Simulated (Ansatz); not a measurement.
# A series in volume scale on Ta

All results are calculated (Ansatz 0.2.0). Free energy against uniform scaling of the volume at fixed shape and fractions; periodic cell, basis, potentials, k mesh and filling as listed.

The cell before it is scaled or strained (space group Im-3m, No. 229):
```
cell vectors (Å)
  -1.6513     1.6513     1.6513
   1.6513    -1.6513     1.6513
   1.6513     1.6513    -1.6513
atoms (fractions of the cell vectors)
Ta  0.00000  0.00000  0.00000
```

Settings of every row: functional PBE; dispersion none; potentials all-electron LAPW; k mesh 12x12x12; k shift 0x0x0; occupations fermi dirac; smearing width 0.1 eV; spin none; basis error target 0.0005 eV/atom.

Limits: coarse k mesh, up to 40 meV an atom off; no spin-orbit coupling, which can matter with elements this heavy.

```
row  volume scale  V (Å³/atom)  energy above lowest point (meV/atom)
  1          0.94        16.93                                  63.2
  2          0.97       17.471                                  20.1
  3             1       18.011                                   0.1
  4          1.03       18.551                                     0
  5          1.06       19.092                                     ?
```

Question: what energy above lowest point should row 5 give?

Worked fit of energy above lowest point. Take u = (V_r/V)^(2/3) − 1 with V_r = 17.741 Å³ an atom, which is twice the finite (Eulerian) strain; such expansions in the strain, on which the Birch-Murnaghan equation of state is built, carry the rest volume and the bulk modulus. The shown rows have u = 0.03169, 0.01028, -0.01002, -0.02932. Least squares give energy above lowest point = 7.43 + 977.5 × u + 24692 × u² meV/atom; a straight line predicts inner rows, each left out in turn, worse (root mean square 15 against 0.029 meV/atom). All shown rows lie on it to the printed digit. Its lowest point lies at u = -0.0198, or V = 18.28 Å³ an atom, and the curvature there gives the bulk modulus at fixed shape and fractions, B = (4/9)(1 + u)² E″(u)/V = 185 GPa. The withheld row has u = -0.04775, so the fit gives 7.43 + 977.5 × (-0.04775) + 24692 × (-0.04775)² = 17.1 meV/atom.

The calculation gave 17.3 meV/atom. The fit lies 0.2 meV/atom (1.2 % of the value, 0.32 % of the column's range) below it; its largest miss of a shown row is 0.0 meV/atom. This row lies beyond the range of the fit.
